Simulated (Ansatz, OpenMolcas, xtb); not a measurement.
A ladder of methods for C2H5AlN2 (SMILES C#[C][Al]([NH2])[NH2])

C2H5AlN2: 10 atoms, total charge 0, spin state singlet. As SMILES, `C#[C][Al]([NH2])[NH2]`. The coordinates come from a PBE0-D4/def2-TZVP relaxation.

```xyz
10

C    -2.3681    1.2211    0.8733
C    -1.3459    0.6936    0.4978
Al    0.2657   -0.1380   -0.0942
N     0.2476   -1.8611   -0.4670
N     1.7224    0.8429   -0.2499
H    -3.2691    1.6860    1.2042
H     1.0274   -2.4108   -0.7859
H    -0.5748   -2.4352   -0.3837
H     1.7500    1.8271   -0.0413
H     2.6277    0.5234   -0.5503
```

Each level gives the energy change with the N4–H7 bond stretched from 1.006 to 2.213 Å (eV). The values are calculated.

```json
{"level": "GFN-FF", "kind": "force field", "program": "xtb", "value (eV)": "3.37", "less CCSD(T)/def2-SVP": "-1.47"}
{"level": "SVWN5/def2-SVP (restricted)", "kind": "LDA", "program": "Ansatz", "value (eV)": "5.22", "less CCSD(T)/def2-SVP": "+0.38"}
{"level": "BLYP/def2-SVP (restricted)", "kind": "GGA", "program": "Ansatz", "value (eV)": "4.92", "less CCSD(T)/def2-SVP": "+0.08"}
{"level": "M06-L/def2-SVP (restricted)", "kind": "meta-GGA", "program": "OpenMolcas", "value (eV)": "5.44", "less CCSD(T)/def2-SVP": "+0.60"}
{"level": "B3LYP/def2-SVP (restricted)", "kind": "global hybrid", "program": "OpenMolcas", "value (eV)": "5.41", "less CCSD(T)/def2-SVP": "+0.57"}
{"level": "CAM-B3LYP/def2-SVP (restricted)", "kind": "range-separated hybrid", "program": "Ansatz", "value (eV)": "5.73", "less CCSD(T)/def2-SVP": "+0.89"}
{"level": "RPA@PBE0/def2-SVP (restricted)", "kind": "RPA", "program": "Ansatz", "value (eV)": "5.36", "less CCSD(T)/def2-SVP": "+0.52"}
{"level": "MP2/def2-SVP (restricted)", "kind": "perturbation theory", "program": "OpenMolcas", "value (eV)": "5.61", "less CCSD(T)/def2-SVP": "+0.77"}
{"level": "CCSD(T)/def2-SVP (restricted)", "kind": "coupled cluster or CI", "program": "Ansatz", "value (eV)": "4.84", "less CCSD(T)/def2-SVP": "0.00"}
```

Differences are taken from CCSD(T)/def2-SVP (restricted) for orientation; it has basis-set and higher-order errors of its own. Its T1 diagnostic reaches 0.021, a sign that one reference may not serve. At this stretch a single reference begins to fail. The first shape isn't each level's own minimum. The values span 3.37 to 5.73 eV.

Stretching the N–H bond costs more in every electronic-structure method listed than in CCSD(T), while the force field alone falls below it. As the bonding and antibonding σ orbitals approach each other in energy, the two electrons should localise on separate fragments, but a closed-shell determinant retains too much ionic N–H character. Semilocal exchange partly mimics the missing left-right correlation, and replacing it with exact exchange removes some of that compensation, which probably explains the rise from BLYP (4.92 eV) through B3LYP (5.41 eV) to CAM-B3LYP (5.73 eV).

Exact exchange does not order the whole set, however: M06-L contains none, yet at 5.44 eV it lies slightly above B3LYP. MP2, at 5.61 eV, shows that adding second-order correlation does not by itself bring the stretching energy close to the coupled-cluster value. BLYP's near agreement with CCSD(T) at this one geometry does not establish that it describes the bond-breaking curve correctly, nor is the energy change a bond dissociation energy to separated radicals.
